## Errors of Hartree-Fock and PBEsol in the ionisation energies of trivalent ions, Cs to Lu

The table compares computed energies for the step $\mathrm{M^{3+}\to M^{4+}+e^-}$ with the values of the NIST Atomic Spectra Database. $Z$ is the nuclear charge, the electron count and configuration are those of $\mathrm{M^{3+}}$, and IE is the ionisation energy. The two error columns give the computed IE less the NIST value, so a negative entry means an electron bound too weakly. Both methods are scalar-relativistic and treat a spherical ion at its highest spin. The NIST values run from the lowest level of $\mathrm{M^{3+}}$ to the lowest level of $\mathrm{M^{4+}}$. The last column is the change of a Dirac-Fock IE when the subshell with $j=l-\tfrac12$ is filled first, measured from the average over the whole $nl$ configuration.

PBEsol and Hartree-Fock ionisation energies of 3+ ions, as differences of self-consistent energies between NIST's ground configurations (B-spline radial atomic code 1, basis-set limit, spin-free X2C, Fermi nucleus, highest spin). PBEsol uses spherical fractional occupations and Hartree-Fock the average of configuration; NIST values run between ground levels.

```
species   Z  electrons      configuration  electron removed from  NIST table (eV)  kind of table value  stated uncertainty (eV)  IE(PBEsol) less table (eV)  IE(Hartree-Fock) less table (eV)  Dirac-Fock IE, low j first less nl average (eV)
   Cs3+  55         52  [Kr] 4d10 5s2 5p4                     5p               43               theory                      1.7                        0.79                             -0.56                                            -0.61
   Pr3+  59         56           [Xe] 4f2                     4f           38.981       semi-empirical                    0.025                        0.59                             -2.49                                             0.42
   Dy3+  66         63           [Xe] 4f9                     4f            41.23       semi-empirical                     0.08                        0.80                             -4.70                                            -1.50
   Ho3+  67         64          [Xe] 4f10                     4f            42.52       semi-empirical                     0.08                        0.57                             -4.82                                            -1.33
   Yb3+  70         67          [Xe] 4f13                     4f            43.61       semi-empirical                     0.04                        2.14                             -2.75                                            -0.81
   Lu3+  71         68          [Xe] 4f14                     4f           45.249       semi-empirical                    0.025                        1.24                             -3.43                                              n/a
```

In these calculations the 4f occupations of the 3+ ions are 2↑0↓ (Pr), 7↑2↓ (Dy), 7↑3↓ (Ho), 7↑6↓ (Yb) and 7↑7↓ (Lu), and Cs³⁺ has 5p 3↑1↓.

### (a) Which rows can be compared, and does the uneven run of the errors from Dy to Lu belong to the methods?

**Solution.** The rows fall into three groups. Cs³⁺ loses a 5p electron, and its reference is a theoretical value with a stated uncertainty of 1.7 eV. Both errors, 0.79 and −0.56 eV, lie inside that range, so this row cannot rank the methods. Pr³⁺ loses a majority-spin 4f electron from a shell that holds no electron of the other spin. Dy³⁺, Ho³⁺, Yb³⁺ and Lu³⁺ lose a minority-spin electron that shares the shell with seven electrons of opposite spin. Only these last four form one family, and four ions with a gap between Ho and Yb do not establish a smooth trend along the series.

In all five 4f rows PBEsol lies above the reference, by 1.3 to 4.9 % of it, and Hartree-Fock lies below, by 6.3 to 11.4 %. The mean absolute errors are 1.07 and 3.64 eV. Neither error runs evenly. From Ho to Yb the Hartree-Fock error rises from −4.82 to −2.75 eV and the PBEsol error from 0.57 to 2.14 eV, and both fall again at Lu.

The difference of the two error columns, PBEsol less Hartree-Fock, contains no reference value and nothing that both calculations omit alike. It is 5.50, 5.39, 4.89 and 4.67 eV for Dy, Ho, Yb and Lu. A least-squares line in $Z$ through these four values has a slope of −0.166 eV per element and leaves a root-mean-square (rms) deviation of 0.03 eV. The same fit to either error column alone leaves 0.42 eV (Hartree-Fock) or 0.43 eV (PBEsol), and Yb stands 0.62 and 0.65 eV above the two lines.

The numbers therefore show that the zigzag is the same in both methods to a few hundredths of an electronvolt. It comes from something that both calculations lack, or from the reference. The 4f references are semi-empirical, with stated uncertainties of 0.025 to 0.08 eV, several times smaller than the zigzag. What the two calculations visibly share is the spherical average at highest spin and the absence of spin-orbit coupling.

### (b) Estimate how much the ground term and the spin-orbit coupling shift the IE of Ho³⁺ and Yb³⁺, and compare with the errors. Can the last column serve as the correction?

**Solution.** A fixed spin still leaves several terms of different orbital momentum $L$. The Hartree-Fock energy here is the weighted mean over them, and part (a) shows that the spherical PBEsol density follows the same pattern. The real ion sits in the term of largest $L$, by Hund's second rule: electrons of one spin that circulate in the same sense meet less often and repel each other less. In an f shell the spread among the highest-spin terms is set by a single combination of Slater integrals, Racah's $E^3$. For f² the triplets lie at $-9E^3$ (³H), $0$ (³F) and $+33E^3$ (³P), and their mean weighted by $2L+1$ is $11(-9)+7(0)+3(33)=0$. The ground term thus lies $9E^3$ below the average that is computed.

The general coefficient $t$ is the energy of the determinant with $m_l=3,2,\dots$ filled in turn, less the mean of all determinants with the same number $q$ of electrons in the open spin shell. For $q=1$ to $7$ it is $0,-9,-21,-21,-9,0,0$ in units of $E^3$. One electron or one hole in a set of seven orbitals has only one term, F, and the pattern is symmetric between electrons and holes. Beyond f⁷ the seven majority electrons form a spherical shell, so the minority electrons repeat the sequence.

Spin-orbit coupling then splits the term. To first order in $LS$ coupling the level energy is $\tfrac A2[J(J+1)-L(L+1)-S(S+1)]$ with $A=\pm\zeta/2S$, where $\zeta$ is the one-electron 4f spin-orbit constant. The lowest level lies at $\sigma\zeta$, with $\sigma=-(L+1)/2$ below half filling ($J=L-S$) and $\sigma=-L/2$ above it ($J=L+S$). An IE feels only the change of these stabilisations between the two ions. For f$^{\,n}\to$ f$^{\,n-1}$,

$$\text{error}=a-kE^3-s\zeta,\qquad k=t_{n-1}-t_n,\qquad s=\sigma_{n-1}-\sigma_n,$$

where $a$ is the error that the method would have against an averaged reference. The two missing parts add.

Ho³⁺ goes from ⁵I₈ to ⁶H₁₅/₂. It gives up $21E^3$ and regains $9E^3$, so $k=+12$, and $s=-\tfrac52+3=+\tfrac12$. Yb³⁺ goes from ²F₇/₂, which has no term stabilisation, to ³H₆, so $k=-9$ and $s=-\tfrac52+\tfrac32=-1$. Rough recalled spectroscopic sizes are $E^3\approx0.077$ and $\zeta\approx0.27$ eV for Ho, and $E^3\approx0.085$ and $\zeta\approx0.36$ eV for Yb. Then

$$\text{Ho: } 12(0.077)+\tfrac12(0.27)=0.92+0.14=1.06\ \text{eV},$$
$$\text{Yb: } -9(0.085)-0.36\approx-0.76-0.36=-1.12\ \text{eV}.$$

The true IE of Ho³⁺ is about 1.1 eV above its averaged value because the starting ion is the better stabilised one, and that of Yb³⁺ is about 1.1 eV below because the product ion is. The error should rise by $1.06+1.12=2.18$ eV from Ho to Yb if $a$ is constant. Hartree-Fock gives 2.07 eV and PBEsol 1.57 eV. Nothing was fitted in this estimate, but it rests on spectroscopic values of $E^3$, which correlation makes smaller than Hartree-Fock ones. The Slater integrals of a Dirac-Fock run on Dy⁴⁺ give about 0.11 eV, and with that value for both ions the predicted rise would be near 2.8 eV. The sign and rough size of the rise are therefore firmer than the close agreement. With the shifts restored, the Hartree-Fock errors become $-4.82+1.06=-3.76$ eV and $-2.75-1.12=-3.87$ eV, and a difference of 2 eV has shrunk to 0.1 eV.

The other rows follow by the same counting. Pr and Dy both go from an H term to an F term, with $k=+9$ and $s=+1$. Lu³⁺ has one term on each side, so $k=0$, but its n/a in the last column does not mean zero: the 4f¹³ ion has the ground level ²F₇/₂, which gives $s=-\tfrac32$ and, with a rough $\zeta$ of 0.42 eV, lowers the true IE by about 0.6 eV. Over Dy to Lu the spread of the Hartree-Fock errors falls from 2.07 eV to 0.59 eV with the term part and to 0.30 eV with both parts. Lu is the weakest point: the model puts Yb 0.50 eV above Lu, against 0.68 eV in Hartree-Fock and 0.90 eV in PBEsol.

A fit adds little to this. A least-squares line of the Hartree-Fock error plus $s\zeta$ against $-k$, over Dy, Ho, Yb and Lu (both worked rows included), has the slope 0.072 eV and an rms deviation of 0.12 eV. Without the spin-orbit part the slope is 0.105 eV and the deviation 0.13 eV. The fit cannot tell whether spin-orbit coupling is needed, because $k$ and $s$ mostly share their sign and the slope absorbs one in the other; the slope is not a measurement of $E^3$. The reason to keep $s\zeta$ is that the reference holds it and the Hamiltonian does not. The deviation of 0.12 eV is far above the 0.005 eV to which the errors are rounded and somewhat above the uncertainty of the references. That is natural for a model that uses one $E^3$ and one $\zeta$ for both charge states and ignores intermediate coupling. A $\zeta$ larger by 10 % in the 4+ ion halves the spin-orbit part for Ho to 0.07 eV and moves that for Yb to −0.45 eV, without changing a sign. If the semi-empirical values were themselves built with term energies of this kind, part of the agreement would be inherited from the reference, which the table cannot exclude.

The last column is not the correction. It fills $j=\tfrac52$ before $j=\tfrac72$, which is the $jj$ limit, while lanthanide 4f ions are near $LS$ coupling because $\zeta$ is small beside the electrostatic splittings. It is also measured from the average over all spins, which is a different baseline from the highest-spin average of the error columns. For Dy the removal of a $j=\tfrac72$ electron contributes only $-\tfrac32\zeta\approx-0.4$ eV with a rough $\zeta$ of 0.24 eV, so most of the entry −1.50 eV must be a change of electron repulsion between these averages. For Dy and Ho the column has the sign opposite to the $LS$ shifts of +0.24 and +0.14 eV; for Pr and Yb the signs agree. Adding it to the errors widens the spread over Dy, Ho and Yb from 2.07 to 2.64 eV in Hartree-Fock and from 1.57 to 2.09 eV in PBEsol. For Cs³⁺, ³P₂ going to ⁴S, first-order $LS$ coupling raises the IE while the column gives −0.61 eV; a heavy 5p shell lies between the two limits, and the reference is too uncertain to decide.

The counting extends to the neighbours. Er³⁺ goes from ⁴I₁₅/₂ to ⁵I₈, so $k=0$ and $s=0$, and its error should be close to $a$ itself. Tm³⁺ goes from ³H₆ to ⁴I₁₅/₂, with $k=-12$ and $s=-\tfrac12$, the mirror image of Ho, and its errors should stand high, as those of Yb do. These are consequences of the model and not results of the table.

### (c) After these shifts are restored, what error remains in each method, why does Pr³⁺ differ, and is Ho³⁺ really the best case for PBEsol?

**Solution.** For Hartree-Fock the remainder is −3.78, −3.76, −3.87 and −4.06 eV for Dy, Ho, Yb and Lu, with a mean of −3.87 eV, and −1.88 eV for Pr. The basis is at its limit and both ions are relaxed, so by standard theory the main missing piece is correlation. The 3+ ion has one electron more to correlate than the 4+ ion, Hartree-Fock misses more energy in the former, and the IE comes out too low. Exchange already keeps electrons of equal spin apart, whereas electrons of opposite spin have no such hole, and their correlation is the larger part.

This would explain why the remainder is nearly constant from Dy to Lu. The departing electron has seven opposite-spin partners in the 4f shell in each of the four ions, while the number of same-spin partners changes from one to six. The slight fall towards Lu, −0.052 eV per element in a least-squares line over the four rows, depends on the rough values of $\zeta$ and $E^3$ and supports no interpretation. In Pr³⁺ no opposite-spin 4f pair is broken, and the remainder is 1.99 eV smaller in size than the mean for Dy to Lu. What is left for Pr would be correlation with the 4d, 5s and 5p shells that overlap the 4f orbital, and with the one other 4f electron.

The same point shows in the energies themselves. Hartree-Fock gives 36.49 eV for Pr³⁺ and 36.53 eV for Dy³⁺, although Dy has seven more protons, while the NIST values differ by $41.23-38.98=2.25$ eV. The two ions have the same $k$ and $s$, so the term and spin-orbit parts together account for only about 0.3 eV of this. The departing electron has one 4f partner of its own spin in both ions. In Dy it also meets seven 4f electrons of opposite spin, whose repulsion no exchange reduces, and without a correlation hole that penalty is overstated. The argument is sound in theory and fits the signs, but the step rests on one majority-spin row, and Pr also differs in size: its PBEsol 4f orbital has a mean radius of 1.0 bohr against 0.80 bohr for the minority 4f orbital of Ho. The two causes cannot be separated with these rows.

Orbital energies hide this error by cancellation. The negative of the highest Hartree-Fock level, the Koopmans value, exceeds the self-consistent IE by 3.22 eV for Pr, and the excess grows through Dy, Ho and Yb to 6.93 eV for Lu, against 0.46 eV for the 5p electron of Cs³⁺. This is mainly relaxation. The 4f orbital lies inside the 5s and 5p shells (1.0 against 1.7 bohr for 5p in Pr³⁺), so a hole in it unscreens the nucleus for them. In PBEsol the sum of $\langle r^2\rangle$ over all electrons of Pr drops by 3.5 bohr² on ionisation, and the removed electron carries only 1.3 bohr² of this; the rest is contraction of the remaining electrons. The Koopmans value omits relaxation, which makes it too high, and omits correlation and the term shift, which makes it too low in Pr, Dy and Ho. It lands 0.73 eV above the reference for Pr, 0.61 eV for Dy and 0.83 eV for Ho. For Yb, where relaxation is larger and the shift has changed sign, it misses by 3.87 eV, and for Lu by 3.50 eV.

PBEsol contains correlation in a semi-local form, and the step at Pr largely disappears. The remainders are 1.21 eV for Pr and 1.72, 1.63, 1.02 and 0.61 eV for Dy, Ho, Yb and Lu. The gap between the methods grows by 2.42 eV from Pr to Dy, a figure free of the reference, so the two methods differ strongly in how the IE changes between these two ions. The change from majority to minority removal is the likely reason, but the size of the 4f shell changes along with it. Ho is not the best case. Its small error of 0.57 eV is an overestimate of about 1.6 eV partly cancelled by the missing 1.06 eV. Yb, the worst row as tabulated, keeps only about 1.0 of its 2.14 eV once the shifts are restored.

The model of a constant $a$ fails for PBEsol. With the term part alone the four errors from Dy to Lu agree within 0.25 eV, and adding the spin-orbit part opens the spread to 1.11 eV; a fit against $-k$ then worsens from 0.10 to 0.33 eV rms, with Lu 0.54 eV below the line. Since the gap between the methods slopes with $Z$, at most one of them can have a flat remainder, and the numbers alone would allow either. Theory decides the reading: both calculations lack the same spin-orbit coupling, so the flat run of PBEsol without it is a near cancellation of two slopes: $s\zeta$ falls from +0.24 eV at Dy to −0.63 eV at Lu and enters the error with a minus sign, while the error of the functional itself drifts downwards. That drift, −0.218 eV per element in a least-squares line over Dy to Lu with 0.08 eV rms, also accounts for the rise from Ho to Yb being 1.57 eV in place of 2.18 eV. Its size depends on the rough values of $\zeta$ and $E^3$.

The cause of the drift is a guess. Spreading $q$ minority electrons evenly over seven orbitals gives each an occupation $q/7$, and a semi-local functional does not return the mean energy of integer-occupied determinants for such a density. If that error had the form $c\,q(7-q)$, it would enter the IE as $c\,(2q-8)$, a straight line in $q$, and the drift would then be in part an artefact of the spherical fractional occupations. But $q=Z-64$ in these four rows, so a gradient correction that changes as the 4f shell contracts would draw the same line. The positive sign of the remainder in all five 4f rows is likewise shown and not explained here. Both remainders also carry what the scalar one-electron relativistic treatment and the absent QED terms leave out, so neither is a pure measure of missing correlation or of the functional. In Dirac-Fock runs the Breit, QED and recoil terms together raise the IE by only about 0.1 eV for Pr and 0.2 eV for Dy, Ho and Yb, which is too small and too even to make the zigzag.
